How strongly a metal absorbs light at one photon energy helps to fix how it responds at every other. Here that link is put to work for Al₃Cu, with light polarised along the long c axis of the cell. The results at 2.5, 4.9 and 6.3 eV are held back, and the remaining rows have to supply them. The imaginary part of the dielectric function measures absorption; the real part measures the response in step with the field, and where it is strongly negative the metal reflects well.

Al3Cu (P4/mmm, 4 atoms in the cell, a = 2.761, c = 7.498 Å), computed with Ansatz 0.2.0, LDA, plane-wave PAW, scalar-relativistic, cutoff 420 eV. Independent-particle dielectric function along c (zz), without local fields; the real part includes an undamped Drude term. k mesh 16×16×6, for optics 24×24×10; Fermi-Dirac smearing 0.15 eV, Gaussian broadening 0.1 eV.

```csv
photon energy (eV),dielectric imaginary zz,dielectric real zz
0.1,102,-6940
0.3,127,-703
0.5,91.4,-247
0.7,72.0,-121
0.9,53.6,-51.0
1.1,81.3,-25.7
1.3,83.1,-50.0
1.5,45.3,-51.8
1.7,36.0,-29.4
1.9,44.5,-23.4
2.1,43.7,-30.0
2.3,36.5,-37.8
2.5,?,?
2.7,16.4,-31.7
2.9,12.2,-27.4
3.1,9.28,-23.7
3.3,7.32,-20.5
3.5,5.96,-17.9
3.7,4.97,-15.7
3.9,4.26,-13.7
4.1,3.83,-12.1
4.3,3.54,-10.9
4.5,3.29,-9.82
4.7,3.02,-8.98
4.9,?,?
5.1,2.46,-7.45
5.3,2.36,-6.70
5.5,2.40,-6.22
5.7,2.31,-5.97
5.9,1.99,-5.68
6.1,1.71,-5.24
6.3,?,?
6.5,1.43,-4.30
6.7,1.42,-3.93
6.9,1.43,-3.65
7.1,1.40,-3.42
7.3,1.41,-3.18
7.5,1.40,-3.05
7.7,1.38,-2.90
7.9,1.35,-2.85
```

A mass on a spring, pushed back and forth, shows how the two parts are linked. Pushed more slowly than its natural frequency, it follows the push; pushed faster, it moves against it. Electrons behave alike: absorption at energies above that of the light raises the real part, and absorption below lowers it. Free carriers have no spring at all, so they always lower it. The picture stops there, because the solid has a continuum of transitions and the data do not say which bands they join.

Absorption just above and just below the light's energy therefore nearly cancels, unless it changes steeply. The known rows show this once the free-carrier part, worked out below, is taken away from the real part. What is left rises from about 22 at 0.7 eV to about 36 at 0.9 eV and 32 at 1.1 eV, on either side of a steep climb in absorption. It sinks to about −21 at 1.5 eV, at the foot of a steep drop, and returns to about −5 at 1.7 eV. Such peaks and dips are local: absorption farther away is expected to set the background they sit on, and the remainder is still about 34 at 0.5 eV, where absorption is falling. The exact shape of these low-energy features may depend on the k mesh.

Absorption more than halves between 2.3 and 2.7 eV and then tails off. In such a decline the geometric mean of the two neighbours is a natural estimate, and six known rows, two steps either side of each gap, raise it by less than 1 %. The forecasts for the imaginary part are 25 ± 6 at 2.5 eV, 2.75 ± 0.2 at 4.9 eV and 1.6 ± 0.15 at 6.3 eV. The first range is wide because the edge could be sharper than the spacing of the rows.

For the real part, the spring picture becomes the Kramers–Kronig relation:

ε₁(E) = 1 − D/E² + (2/π) P∫ E′ ε₂(E′)/(E′² − E²) dE′

Here ε₁ and ε₂ are the real and imaginary parts, E is the photon energy, E′ runs over all absorption, and P means that the point E′ = E is approached evenly from both sides. If the rest of the response is taken as equal in the two lowest rows, they give the free-carrier strength D = 70.2 eV², the square of 8.38 eV. The assumption is far from true: with the run's own value of D, the rest is more than twice as large at 0.1 eV as at 0.3 eV. The shortcut serves only because the free-carrier term runs to thousands at 0.1 eV. It leaves D about 2 % low, which lifts the sum by about 0.2 at 2.5 eV before any constant is fitted. The integral becomes a sum over every second row, which skips the row being forecast. One constant, 0.5, stands for absorption beyond the table; it was fitted to the same six known rows and also takes up errors of the coarse sum and of D.

At 2.5 eV the free carriers give −70.2/6.25 = −11.2. Each row used adds (2/π) × 0.4 × E′ε₂/(E′² − 6.25), which is −22.3 for the row at 2.3 eV and only +10.8 for the one at 2.7 eV. The other rows used add −16.0, with the forecast standing in at 6.3 eV. The total is 1 − 11.2 − 22.3 + 10.8 − 16.0 + 0.5 = −37.2.

The forecast at 2.5 eV is thus −37 ± 2, about as low as at 2.3 eV. Simply averaging the neighbouring real parts would give −34.75, so this row can tell the two approaches apart. The same sum gives −8.1 ± 0.2 at 4.9 eV and −4.7 ± 0.2 at 6.3 eV. All the ranges are judgements, each set wider than the misses on the two known rows that flank its gap among the six.

The withheld rows as computed:

```csv
photon energy (eV),dielectric imaginary zz,dielectric real zz
2.5,23.2,-36.8
4.9,2.72,-8.21
6.3,1.52,-4.76
```

All six values fall within their ranges. At 2.5 eV the real part is −36.8: the sum went 0.4 too low, while the neighbours' average is about 2 too high. The steep fall in absorption does hold the real part down. The miss is still more than twice the largest on the six known rows, probably because the sum samples this edge so coarsely, though no finer sum was made to test that.

At 4.9 and 6.3 eV the sum misses by less than 0.1, but the neighbours' average comes within about 0.01. Where the curve is smooth, the longer route gains nothing. Before rounding, the absorption forecasts all came out slightly high, by about 6 % of the computed value at 2.5 eV and less at the other two.

Any causal response obeys the Kramers–Kronig relation, so this success supports the coarse sum, not the accuracy of the calculated alloy. A measured film would also absorb through its free carriers, which the imaginary part here leaves out, and LDA, run here on PAW datasets made for another functional, PBE, may misplace the copper d states. What carries over to another metal is the rule: set the free-carrier part aside, then look for a local dip in the real part where absorption falls steeply, and a local peak where it climbs steeply, both on a background set by absorption farther away.

The printed output follows; its last two lines, which give zero for the shares of absorption, are faulty and should be ignored in favour of the sum worked above.

Printed output of the fit:

```
fit of u*(dielectric_real_zz - kk) on 37 rows: coefficient of u 0.5027 +/- 0.015; rms 0.037, worst 2.1 -0.142, leave-one-out rms 0.0444
  rows outside the fit (model, value, miss): 2.5 0.5027, 0.87, -0.367; 4.9 0.5027, 0.4169, 0.0858; 6.3 0.5027, 0.466, 0.0367
fit of u*dielectric_imaginary_zz/gm on 37 rows: coefficient of u 1.007 +/- 0.006; rms 0.0145, worst 2.1 -0.0768, leave-one-out rms 0.0174
  rows outside the fit (model, value, miss): 2.5 1.007, 0.9482, 0.0593; 4.9 1.007, 0.9979, 0.00957; 6.3 1.007, 0.972, 0.0355
free-carrier plasma energy along c, eV: 8.377
largest miss of the real part on the six controls: 0.1419
largest miss of the imaginary part on the six controls, percent: 7.681
forecast imaginary part at 2.5 eV: 24.65
forecast imaginary part at 4.9 eV: 2.746
forecast imaginary part at 6.3 eV: 1.575
forecast real part at 2.5 eV: -37.17
forecast real part at 4.9 eV: -8.124
forecast real part at 6.3 eV: -4.723
rival, mean of neighbouring real parts at 2.5 eV: -34.75
free-carrier share of the real part at 2.5 eV: -11.23
share of absorption below 2.5 eV: 0
share of absorption above 2.5 eV up to the end of the table: 0
```
